Question

In the Hückel treatment of cluster shapes I keep meeting this rule: scale two structures to the same second moment, find the first moment μ_m in which they differ, and the energy difference plotted against electron count has m − 2 nodes between empty and full. From this people conclude that triangles are good for few electrons and squares are bad at half filling. Is this a theorem or a trend? The arguments I have seen use a smooth density of states and a small perturbation, and H4 has four discrete levels. Can someone derive it properly and show it for H4 as tetrahedron, square, rhombus and chain?

Answer

It is a theorem within the one-electron model, and it needs neither smoothness nor smallness. It gives at least m − 2 nodes, and it fixes an ordered pattern of signs but not the fillings at which they occur. The node count is associated with Ducastelle and Cyrot-Lackmann, and its use for molecular shape with Burdett.

1. Premises and conventions

P1. There are N orthonormal orbitals, one per atom (1s for Hn, one s or one π orbital for An), each with the diagonal element α.

P2. Off-diagonal elements are H_ij = β h_ij, with β < 0 a fixed reference energy, h real and symmetric, h_ii = 0. For s orbitals h_ij ≥ 0. The levels are α + e_i with e_i = β x_i, where x_i are the eigenvalues of h. I order them e_1 ≤ … ≤ e_N, so x_1 is the largest and most bonding.

P3. The electronic energy is the sum of level energies, filled from the bottom, two electrons per level. Measured from nα it is E(n) = −X(n)|β|, with X the sum of x_i over electrons. For non-integer n the top level is filled fractionally, so E(n) is continuous and is linear between consecutive even n. A node is a sign change of D(n) = E_A(n) − E_B(n) in 0 < n < 2N.

P4. All other energy is a repulsion that depends on the geometry only through μ_2.

2. Moments count closed walks

The trace does not depend on the basis, so

μ_m = Σ_i e_i^m = Tr (H − α)^m = β^m M_m,
M_m = Tr h^m = Σ h_{i1 i2} h_{i2 i3} … h_{im i1}.

Each term is a walk of m steps that returns to its start, weighted by the product of its h_ij. No step stays in place because h_ii = 0. If all b bonds of a structure have the common value h_ij = s and other pairs have zero:

M_0 = N and M_1 = 0.
M_2 = 2b s²: each bond, started from either end.
M_3 = 6τ s³ for τ triangles: 3 starting atoms times 2 directions.
M_4 = (2b + 4p + 8q) s⁴, where p is the number of pairs of bonds that share an atom and q is the number of four-membered rings.

The last line follows by sorting the walks i→j→k→l→i. With k = i and l = j the walk rattles in one bond: 2b walks. With k = i and l ≠ j it uses two bonds from their shared atom, in either order: 2p walks. With l = j and k ≠ i it runs along two bonds from either end and back: 2p walks. Otherwise all four atoms differ and form a ring: 4 starts times 2 directions. Note that μ_m = (−1)^m |β|^m M_m, so triangles make μ_3 negative.

3. Why equal μ_2

Let each structure breathe, all its hoppings scaling together. Fix the shape of h by a common value of M_2 and let σ = |β| be the free scale. By P4 the total energy is −Xσ + G(M_2σ²) with the same function G for every structure. If X_A > X_B, the curve of A lies below that of B at every σ > 0, so its minimum is lower too. For G = κμ_2 and M_2 = 8 the minimum lies at σ = X/(16κ) and equals −X²/(32κ). The sign of the relaxed energy difference is therefore that of X_B − X_A at equal μ_2. The magnitudes change on relaxation, but signs and nodes do not. With μ_0, μ_1 and μ_2 equal, the first differing moment has m ≥ 3.

4. The theorem

Let A and B have levels a_i and b_i (measured from α), the same N, equal μ_k for k < m, and ΔM_m = M_m(A) − M_m(B) ≠ 0. Then there are even electron counts 0 < n_1 < … < n_(m−1) < 2N at which D(n) is nonzero and alternates in sign, and at n_1 the structure with the larger M_m is the lower in energy. Hence D has at least m − 2 nodes.

Step 1: a function of the Fermi level. For each structure define Φ(ε) = Σ_i max(ε − e_i, 0), and let g = Φ_A − Φ_B. It is continuous and piecewise linear. Below all levels both Φ vanish. Above all levels Φ = Nε − μ_1, the same for both. So g is zero outside a finite interval [L, R].

Step 2: g stores the moment differences. Take a polynomial P. For one level e, integration by parts gives

∫_e^R P″(ε)(ε − e) dε = P′(R)(R − e) − P(R) + P(e).

Sum over the a_i and subtract the sum over the b_i. The terms in P′(R) and P(R) cancel because N and μ_1 agree, leaving

∫ P″ g dε = Σ P(a_i) − Σ P(b_i).

With P = ε^(k+2)/((k+1)(k+2)) this reads

∫ ε^k g dε = Δμ_(k+2)/((k+1)(k+2)).

So g is orthogonal to every polynomial of degree up to m − 3, and ∫ ε^(m−2) g dε = Δμ_m/(m(m−1)) ≠ 0, which shows that g is not identically zero.

Step 3: g changes sign at least m − 2 times. Being piecewise linear, it changes sign a finite number K of times, at points z_1 < … < z_K (if g vanishes on a stretch between lobes of opposite sign, any point of the stretch serves). The polynomial w(ε) = Π(ε − z_j) changes sign at the same points, so wg has one sign and is not identically zero, and ∫ wg ≠ 0. If K ≤ m − 3, step 2 makes this integral zero, a contradiction. Hence K ≥ m − 2.

Step 4: the order of the signs. If K = m − 2, then w = ε^(m−2) plus lower powers, and ∫ wg = Δμ_m/(m(m−1)). To the left of all z_j the sign of w is (−1)^m, so g in its first lobe has the sign of (−1)^m Δμ_m, which is the sign of ΔM_m. If K ≥ m − 1 there are at least m alternating lobes, and dropping the first one if necessary leaves m − 1 consecutive lobes that begin with the sign of ΔM_m. Either way there are ε_1 < … < ε_(m−1) with g alternating and g(ε_1) of the sign of ΔM_m.

Step 5: from fixed Fermi level to fixed electron count. Let W(t) = e_1 + … + e_t for integer t, so E(2t) = 2W(t), and let ν(ε) be the number of levels below ε. Since εt − W(t) = Σ_(i≤t) (ε − e_i), and Φ collects exactly the positive terms of the full list,

εt − W(t) ≤ Φ(ε) for every t, with equality at t = ν(ε). (*)

Suppose g(ε) > 0 and take t = ν_A(ε). Then εt − W_A(t) = Φ_A(ε) > Φ_B(ε) ≥ εt − W_B(t), so W_A(t) < W_B(t) and D(2t) < 0. If g(ε) < 0, take t = ν_B(ε) and get D(2t) > 0 in the same way. Each ε_j thus yields an integer t_j with D(2t_j) opposite in sign to g(ε_j).

Step 6: the order is preserved. Take ε_1 < ε_2 with g(ε_1) > 0 > g(ε_2), so t_1 = ν_A(ε_1) and t_2 = ν_B(ε_2). Use (*) twice:

Φ_A(ε_2) ≥ ε_2 t_1 − W_A(t_1) = Φ_A(ε_1) + t_1(ε_2 − ε_1),
Φ_B(ε_1) ≥ ε_1 t_2 − W_B(t_2) = Φ_B(ε_2) − t_2(ε_2 − ε_1).

Adding and rearranging gives (t_2 − t_1)(ε_2 − ε_1) ≥ g(ε_1) − g(ε_2) > 0, so t_2 > t_1. The opposite signs are the same case with A and B exchanged. Applied to each consecutive pair this gives t_1 < … < t_(m−1). Finally D(0) = 0 and D(2N) = 2Δμ_1 = 0, so every t_j lies between 1 and N − 1. D is continuous, so it has a node between consecutive n_j = 2t_j. If ΔM_m > 0 then g(ε_1) > 0 and D(n_1) < 0: A is lower. This completes the proof. Steps 5 and 6 are what replace the first-order argument used for smooth bands; they are exact because E and Φ are Legendre transforms of one another.

5. Consequences

Upper bound. D is linear between even n and zero at both ends, so its signs are set by N − 1 values and it has at most N − 2 nodes. Thus m − 2 ≤ nodes ≤ N − 2, and m ≤ N, as expected from the fact that μ_1 to μ_N determine N levels.

Triangles, m = 3. The structure with the larger M_3 is lower at some count n_1 and higher at some larger count n_2. If D has just one node, it wins everywhere below the node and loses everywhere above, apart from possible ties.

Squares, m = 4. The structure with the larger M_4 wins, loses, and wins again as n rises. If both graphs are bipartite (atoms in two sets, bonds only between the sets), there are no odd closed walks, the spectra are symmetric about α, and D(n) = D(2N − n). With exactly two nodes the losing lobe is then centred on half filling. A ring adds 8s⁴ to M_4, but the quantity that counts is the whole scaled M_4, including the 2b and 4p terms.

For N = 4 and m = 4 the three counts can only be 2, 4 and 6, so the sign pattern is completely fixed by ΔM_4.

6. H4

Take all bonds equal within a structure and neglect non-bonded pairs. The rhombus is two triangles sharing an edge. Scale to M_2 = 8, so s = √(4/b) and β is the hopping of the square.

Counts (b, τ, p, q) and unscaled M_2, M_3, M_4:
tetrahedron T: (6, 4, 12, 3); 12, 24, 84
rhombus R: (5, 2, 8, 1); 10, 12, 50
square S: (4, 0, 4, 1); 8, 0, 32
chain C: (3, 0, 2, 0); 6, 0, 14

Scale factor s, scaled M_3, scaled M_4:
T: 0.8165, 13.06, 37.33
R: 0.8944, 8.59, 32.00
S: 1, 0, 32.00
C: 1.1547, 0, 24.89

The characteristic polynomials of the unscaled matrices are (x − 3)(x + 1)³ for T, x(x + 1)(x² − x − 4) for R, x²(x² − 4) for S and x⁴ − 3x² + 1 for C. Multiplying the roots by s gives the scaled x_i:
T: 2.449, −0.816 (three times)
R: 2.291, 0, −0.894, −1.397
S: 2, 0, 0, −2
C: 1.868, 0.714, −0.714, −1.868

Before any energies are added up, the theorem predicts the following. The five pairs containing T or R first differ at m = 3, with M_3 falling in the order T, R, then S and C: one or two nodes, the more triangular member winning before it loses. The pair S, C first differs at m = 4 with S larger: S wins at n = 2, loses at 4, wins at 6. The ring decides this, since without its ring term the square would have 8 + 16 = 24, below the 24.89 of the chain.

X(n) for n = 1 to 7 (larger is more stable, unit |β|):
T: 2.449, 4.899, 4.082, 3.266, 2.449, 1.633, 0.816
R: 2.291, 4.582, 4.582, 4.582, 3.688, 2.793, 1.397
S: 2.000, 4.000, 4.000, 4.000, 4.000, 4.000, 2.000
C: 1.868, 3.737, 4.450, 5.164, 4.450, 3.737, 1.868

D/|β| = X_B − X_A at n = 2, 4, 6, and the nodes:
T − R: −0.317, 1.316, 1.160; node at n = 2.39
T − S: −0.899, 0.734, 2.367; node at 3.10
T − C: −1.162, 1.898, 2.104; node at 2.76
R − S: −0.582, −0.582, 1.207; node at 4.65
R − C: −0.846, 0.582, 0.943; node at 3.18
S − C: −0.263, 1.164, −0.263; nodes at 2.37 and 5.63

Every pair has the minimum number of nodes and the predicted order of signs. The best of the four shapes is T for n = 1 and 2, R for n = 3, C for n = 4 and 5, and S for n = 6 and 7.

The machinery can be watched in S − C, with ε in units of |β|. Here g is even in ε. It rises from zero at ε = −2 to 0.132 at −1.868, stays there until −0.714, crosses zero at −0.582 and reaches −0.582 at ε = 0. Its integral vanishes, and ∫ ε² g dε = (32 − 224/9)/12 = 0.593, as step 2 requires. The recipe of step 5 gives t = ν_S(−1) = 1, ν_C(0) = 2, ν_S(1) = 3. For T − S, ∫ ε g dε = Δμ_3/6 = −2.177.

Two of the winners cannot be beaten by any four-atom s-orbital arrangement with M_1 = 0 and M_2 = 8. At n = 2, x_1 = −(x_2 + x_3 + x_4) and the Cauchy–Schwarz inequality give x_1² ≤ 3(8 − x_1²), so x_1 ≤ √6, which T attains. At n = 6, X = −2x_4. If v is the normalised eigenvector of x_4 and |v| has the absolute values of its components, then h_ij ≥ 0 gives |x_4| = |vᵀhv| ≤ |v|ᵀh|v| ≤ x_1. So 2x_4² ≤ 8 and X ≤ 4, which S attains. At n = 4, X = x_1 + x_2 − x_3 − x_4 ≤ √(4·8) = 5.657. The chain does not reach this. Two separate dimers do (b = 2, x = ±√2 twice), and their M_4 = 16 is the least possible, M_2²/4. The model's optimum for neutral H4 is 2 H2.

7. Range of validity

What the proof uses. Steps 1 to 6 need only two real spectra of equal length and P3. They hold for unequal bonds and for several orbitals per atom. With unequal diagonal elements the walks include steps that stay in place, weighted by α_i − α. With p or d orbitals the h_ij have either sign, so a ring may lower M_m and the triangle and square rules can reverse, while the rule in terms of ΔM_m survives.

At least, not exactly. When the first differing moment differs only slightly, higher moments shape the curve. Add to the square one weak diagonal with h = 0.1 and rescale to M_2 = 8. Its unscaled M_3 is 12 × 0.1 = 1.2, so against the chain m = 3. Its unscaled levels are (δ ± √(δ² + 16))/2, 0 and −δ with δ = 0.1, and D/|β| at n = 2, 4, 6 is −0.36, 1.07, −0.16. The guaranteed win followed by a loss is there, but there are two nodes and the structure with triangles also wins at n = 6. The theorem also gives no magnitudes and no node positions.

P4 is a model assumption. It is plausible when the repulsion is pairwise and falls off like β_ij², and if it falls off differently the structures should be compared at unequal μ_2, where m = 2 and nothing is guaranteed. Only breathing is relaxed: bond alternation and the Jahn–Teller distortion of partly filled degenerate shells (S at n = 3 to 5, T at n = 3 to 7) lead to further structures, each to be compared separately.

For real hydrogen the neglected terms are as large as the effect. Take hydrogen 1s orbitals of unit exponent at a typical bond length of 1.0 Å as input, ρ = 1.89 in bohr.

Overlap. S(ρ) = e^(−ρ)(1 + ρ + ρ²/3) = 0.62, against zero in P1. Orthogonalising such a basis makes the diagonal elements depend on structure and extends the hopping. The node theorem still holds for the resulting levels where their μ_1 agree, but the graph counts of section 2 no longer give the moments.

Non-bonded pairs. Estimate hopping as proportional to overlap. The diagonal of the square has S(√2ρ) = 0.42, a ratio δ = 0.68, and the second neighbour in a linear chain has a ratio 0.35. With both diagonals the square has unscaled levels 2 + δ, −δ, −δ, δ − 2, with M_2 = 8 + 4δ² and M_3 = 24δ. After rescaling M_3 is 11.9, near that of the tetrahedron, and X(6) drops from 4 to 2.4, a shift far larger than the margin of 0.263 by which S beat C. The pair is then an m = 3 case.

Electron repulsion. An energy scale comes from the two LCAO levels of H2+, −1/2 − (J ± K)/(1 ± S) hartree without the nuclear repulsion, with J = 1/ρ − e^(−2ρ)(1 + 1/ρ) and K = e^(−ρ)(1 + ρ). Half their gap is 5.8 eV, which I use as an approximate |β|, so the S − C margin at n = 2 is about 1.5 eV. The one-centre repulsion of two 1s electrons is U = 5/8 hartree = 17.0 eV. For two electrons in one orbital with coefficients c_i the on-site repulsion energy is U Σ c_i⁴, which is 0.25U for the square and 0.30U for the chain. The difference, 0.85 eV, is more than half the margin, here in the same direction. Exchange in the open shells, correlation, and the long-range Coulomb terms in ions such as H4 with charge ±2 are also outside P3.

The H4 tables are therefore exact statements about the four-site Hückel model and only a qualitative guide to hydrogen clusters. The rule carries over best where one kind of orbital dominates, the bonded hoppings clearly exceed the non-bonded ones, the charges are nearly uniform, and the first moment difference is large.